**Addition energies of a spherical Woods-Saxon dot, N = 1 to 20**

The table holds chemical potentials, addition energies, unpaired electrons, rms radii and highest levels from spin-polarised Kohn-Sham LDA-PW92 runs with spherically averaged shells. The program fits nothing: it splits the addition energy into a charging plateau, shell gaps and exchange steps, and compares them with Hund's-rule counts, with the orbital energies of the N = 19 run and with the levels of an empty hard-wall sphere. The excess at N = 18 (0.661 hartree\*) matches the spin-averaged 1d–1f gap (0.657), while the closure excesses are 0.93, 0.83 and 0.79 of the hard-wall gaps. The hard wall puts 2s below 1f, and the N = 19 run has it 0.145 above. The highest eigenvalue exceeds the chemical potential by 0.97 to 1.01 times half the plateau for N = 3 to 20.

Spherical dot with N electrons, radks radial solver (version 2) with Libxc, spin-polarised LDA (PW92), m-averaged shells, greedy filling. The Woods-Saxon well has depth 10.5 hartree*, radius 3.06 bohr*, edge 0.19 bohr* and no central charge (* effective atomic units). Chemical potential is E(N)-E(N-1), addition energy E(N+1)+E(N-1)-2E(N); levels are numbered by radial order.

## Program and output

```python
# Table: spherical Woods-Saxon dot, N = 1..20, spin-polarised Kohn-Sham LDA-PW92 (radks), effective atomic units.
# Tested: addition energy = charging plateau + shell gap + exchange step; Hund counts; eigenvalue - mu = U/2;
# one parameter-free estimate: hard-wall levels x^2/(2R^2).
T = {
    'electrons': [1, 2, 3, 4, 5, 6, 7, 8, 9, 10, 11, 12, 13, 14, 15, 16, 17, 18, 19, 20],
    'chemical_potential': [-9.919, -9.391, -8.467, -8.057, -7.638, -7.108, -6.71, -6.304, -5.327, -4.938, -4.549, -4.159, -3.769, -3.279, -2.901, -2.521, -2.141, -1.76, -0.7243, -0.3554],  # hartree*
    'unpaired_electrons': [1, 0, 1, 2, 3, 2, 1, 0, 1, 2, 3, 4, 5, 4, 3, 2, 1, 0, 1, 2],
    'rms_radius': [1.615, 1.679, 1.793, 1.858, 1.903, 1.94, 1.97, 1.997, 2.031, 2.06, 2.085, 2.107, 2.127, 2.145, 2.162, 2.177, 2.192, 2.205, 2.222, 2.237],  # bohr*
    'highest_eigenvalue': [-9.713, -9.179, -8.265, -7.848, -7.428, -6.911, -6.507, -6.1, -5.133, -4.744, -4.354, -3.964, -3.575, -3.09, -2.711, -2.331, -1.95, -1.57, -0.5398, -0.1709],  # hartree*
    'highest_level': ['1s up', '1s up', '1p up', '1p up', '1p up', '1p down', '1p down', '1p up', '1d up', '1d up', '1d up', '1d up', '1d up', '1d down', '1d down', '1d down', '1d down', '1d up', '1f up', '1f up'],
    'addition_energy': [None, 0.9232, 0.4105, 0.419, 0.5296, 0.3989, 0.4055, 0.9772, 0.3884, 0.3895, 0.3898, 0.3896, 0.4901, 0.3787, 0.3798, 0.3802, 0.3802, 1.036, 0.3689, None],  # hartree*
}
import numpy as np
from scipy.special import spherical_jn
from scipy.optimize import brentq
R = 3.06  # well radius from the settings, bohr*
N = [int(n) for n in T['electrons']]
col = lambda k: dict(zip(N, T[k]))
mu, M, r, eps, lev, A = map(col, ['chemical_potential', 'unpaired_electrons', 'rms_radius',
                                  'highest_eigenvalue', 'highest_level', 'addition_energy'])
dev = max(abs(mu[n+1]-mu[n]-A[n]) for n in N if A[n] is not None)
A[1] = mu[2]-mu[1]
# further outputs of the N=19 run (up, down eigenvalue; mean radius of up level; energies)
L = {'1s': (-2.01068, -1.99713), '1p': (-1.6969, -1.68189), '1d': (-1.1963, -1.18037),
     '1f': (-0.539844, -0.523387), '2s': (-0.395064, -0.388627)}
rm = {'1s': 1.98492, '1f': 2.31751, '2s': 1.52163}
EH, EXC = 75.9263, -9.15549
av = {k: sum(v)/2 for k, v in L.items()}
hund = [min(k, 2*g-k) for g in (1, 3, 5, 7) for k in range(1, 2*g+1)]
groups = {'1p up': ([3, 4], [3, 4, 5]), '1p down': ([6, 7], [6, 7, 8]), '1d up': ([9, 10, 11, 12], range(9, 14)),
          '1d down': ([14, 15, 16, 17], range(14, 19)), '1f up': ([19], [19, 20])}
U = {g: np.mean([A[n] for n in a]) for g, (a, b) in groups.items()}
Uof = {n: U[g] for g, (a, b) in groups.items() for n in b}
print('energies in hartree*, lengths in bohr*; rounding 0.0005 in mu and rms; max |A - step in mu| = %.4f' % dev)
print(' N level    unpaired Hund  addition  eig-mu  (eig-mu)/(U/2)  rms step')
for n in N:
    d = eps[n]-mu[n]
    print('%2d %-8s %5d %5d %9s %8.4f %10s %12s' % (n, lev[n], M[n], hund[n-1], '%.4f' % A[n] if A[n] else '-', d,
          '%.2f' % (2*d/Uof[n]) if n in Uof else '-', '%.3f' % (r[n]-r[n-1]) if n > 1 else '-'))
for g, (a, b) in groups.items():
    print('plateau %-7s U=%.4f spread=%.4f U*R=%.2f U*rms=%.2f' %
          (g, U[g], np.ptp([A[n] for n in a]), U[g]*R, U[g]*np.mean([r[n] for n in a])))
base = {1: [3], 2: [3], 5: [4, 6], 8: [7, 9], 13: [12, 14], 18: [17, 19]}
ex = {n: A[n]-np.mean([A[m] for m in b]) for n, b in base.items()}
zero = lambda l, a, b: brentq(lambda x: spherical_jn(l, x), a, b)
x = {'1s': np.pi, '1p': zero(1, 4, 5), '1d': zero(2, 5, 6.5), '2s': 2*np.pi, '1f': zero(3, 6.5, 7.5)}
hw = {k: v*v/(2*R*R) for k, v in x.items()}
print('hard-wall levels above bottom: ' + ', '.join('%s %.3f' % kv for kv in hw.items())
      + '; mu(1)+depth %.3f' % (mu[1]+10.5))
for n, lo, hi in ((2, '1s', '1p'), (8, '1p', '1d'), (18, '1d', '1f')):
    g = hw[hi]-hw[lo]
    print('closure N=%d: excess %.3f, hard-wall %s-%s gap %.3f, ratio %.2f, same gap in N=19 run %.3f' %
          (n, ex[n], lo, hi, g, ex[n]/g, av[hi]-av[lo]))
print('N=19: 1d down to 1f up %.3f; 2s-1f up %.3f (hard wall %.3f); 2s-1d up %.3f (hard wall %.3f)' %
      (L['1f'][0]-L['1d'][1], L['2s'][0]-L['1f'][0], hw['2s']-hw['1f'], L['2s'][0]-L['1d'][0], hw['2s']-hw['1d']))
print('N=19 mean radii: 1s %.2f, 2s %.2f, 1f %.2f; hard-wall s states R/2 = %.2f' % (rm['1s'], rm['2s'], rm['1f'], R/2))
print('N=19 spin splittings: ' + ', '.join('%s %.4f' % (k, v[1]-v[0]) for k, v in L.items()))
for n, e, tag in [(n, ex[n], 'half-filling excess') for n in (1, 5, 13)] + [(19, L['1f'][1]-L['1f'][0], '1f splitting')]:
    I = e/M[n]
    print('N=%d %s %.4f, per unpaired I=%.4f, I*N^(2/3)=%.3f, times rms %.2f' % (n, tag, e, I, I*n**(2/3), I*n**(2/3)*r[n]))
print('N=19: 2E_H/N^2 = %.3f, U = %.3f, difference %.3f; xc curvature if E_xc~N^(4/3): %.3f; U*<r>1f = %.2f' %
      (2*EH/19**2, A[19], 2*EH/19**2-A[19], 4/9*EXC/19**2, A[19]*rm['1f']))
tot = mu[20]-mu[1]
c, h = ex[2]+ex[8]+ex[18], ex[1]+ex[5]+ex[13]
print('rise of mu, N=1 to 20: %.3f = gaps %.3f (%.0f%%) + exchange steps %.3f (%.0f%%) + charging %.3f (%.0f%%)' %
      (tot, c, 100*c/tot, h, 100*h/tot, tot-c-h, 100*(tot-c-h)/tot))
print('rms ratio N=20/N=1 %.3f, end-point exponent %.3f (constant density 0.333); uniform sphere of R: rms %.3f' %
      (r[20]/r[1], np.log(r[20]/r[1])/np.log(20), R*np.sqrt(0.6)))
print('mu(20) plus one more step of size A(19): %+.3f (extrapolation only)' % (mu[20]+A[19]))
order = sorted((n for n in N if A[n]), key=lambda n: -A[n])
assert set(order[:3]) == {2, 8, 18} and set(order[3:6]) == {1, 5, 13}
assert all(int(M[n]) == hund[n-1] for n in N)
assert all(0.9 < 2*(eps[n]-mu[n])/Uof[n] < 1.1 for n in Uof)
assert hw['2s'] < hw['1f'] and lev[19].startswith('1f') and lev[20].startswith('1f')
```

It prints:

```
energies in hartree*, lengths in bohr*; rounding 0.0005 in mu and rms; max |A - step in mu| = 0.0009
 N level    unpaired Hund  addition  eig-mu  (eig-mu)/(U/2)  rms step
 1 1s up        1     1    0.5280   0.2060          -            -
 2 1s up        0     0    0.9232   0.2120          -        0.064
 3 1p up        1     1    0.4105   0.2020       0.97        0.114
 4 1p up        2     2    0.4190   0.2090       1.01        0.065
 5 1p up        3     3    0.5296   0.2100       1.01        0.045
 6 1p down      2     2    0.3989   0.1970       0.98        0.037
 7 1p down      1     1    0.4055   0.2030       1.01        0.030
 8 1p up        0     0    0.9772   0.2040       1.01        0.027
 9 1d up        1     1    0.3884   0.1940       1.00        0.034
10 1d up        2     2    0.3895   0.1940       1.00        0.029
11 1d up        3     3    0.3898   0.1950       1.00        0.025
12 1d up        4     4    0.3896   0.1950       1.00        0.022
13 1d up        5     5    0.4901   0.1940       1.00        0.020
14 1d down      4     4    0.3787   0.1890       1.00        0.018
15 1d down      3     3    0.3798   0.1900       1.00        0.017
16 1d down      2     2    0.3802   0.1900       1.00        0.015
17 1d down      1     1    0.3802   0.1910       1.01        0.015
18 1d up        0     0    1.0360   0.1900       1.00        0.013
19 1f up        1     1    0.3689   0.1845       1.00        0.017
20 1f up        2     2         -   0.1845       1.00        0.015
plateau 1p up   U=0.4147 spread=0.0085 U*R=1.27 U*rms=0.76
plateau 1p down U=0.4022 spread=0.0066 U*R=1.23 U*rms=0.79
plateau 1d up   U=0.3893 spread=0.0014 U*R=1.19 U*rms=0.81
plateau 1d down U=0.3797 spread=0.0015 U*R=1.16 U*rms=0.82
plateau 1f up   U=0.3689 spread=0.0000 U*R=1.13 U*rms=0.82
hard-wall levels above bottom: 1s 0.527, 1p 1.078, 1d 1.774, 2s 2.108, 1f 2.608; mu(1)+depth 0.581
closure N=2: excess 0.513, hard-wall 1s-1p gap 0.551, ratio 0.93, same gap in N=19 run 0.315
closure N=8: excess 0.580, hard-wall 1p-1d gap 0.696, ratio 0.83, same gap in N=19 run 0.501
closure N=18: excess 0.661, hard-wall 1d-1f gap 0.834, ratio 0.79, same gap in N=19 run 0.657
N=19: 1d down to 1f up 0.641; 2s-1f up 0.145 (hard wall -0.499); 2s-1d up 0.801 (hard wall 0.334)
N=19 mean radii: 1s 1.98, 2s 1.52, 1f 2.32; hard-wall s states R/2 = 1.53
N=19 spin splittings: 1s 0.0135, 1p 0.0150, 1d 0.0159, 1f 0.0165, 2s 0.0064
N=1 half-filling excess 0.1175, per unpaired I=0.1175, I*N^(2/3)=0.118, times rms 0.19
N=5 half-filling excess 0.1206, per unpaired I=0.0402, I*N^(2/3)=0.118, times rms 0.22
N=13 half-filling excess 0.1059, per unpaired I=0.0212, I*N^(2/3)=0.117, times rms 0.25
N=19 1f splitting 0.0165, per unpaired I=0.0165, I*N^(2/3)=0.117, times rms 0.26
N=19: 2E_H/N^2 = 0.421, U = 0.369, difference 0.052; xc curvature if E_xc~N^(4/3): -0.011; U*<r>1f = 0.85
rise of mu, N=1 to 20: 9.564 = gaps 1.754 (18%) + exchange steps 0.344 (4%) + charging 7.465 (78%)
rms ratio N=20/N=1 1.385, end-point exponent 0.109 (constant density 0.333); uniform sphere of R: rms 2.370
mu(20) plus one more step of size A(19): +0.014 (extrapolation only)
```
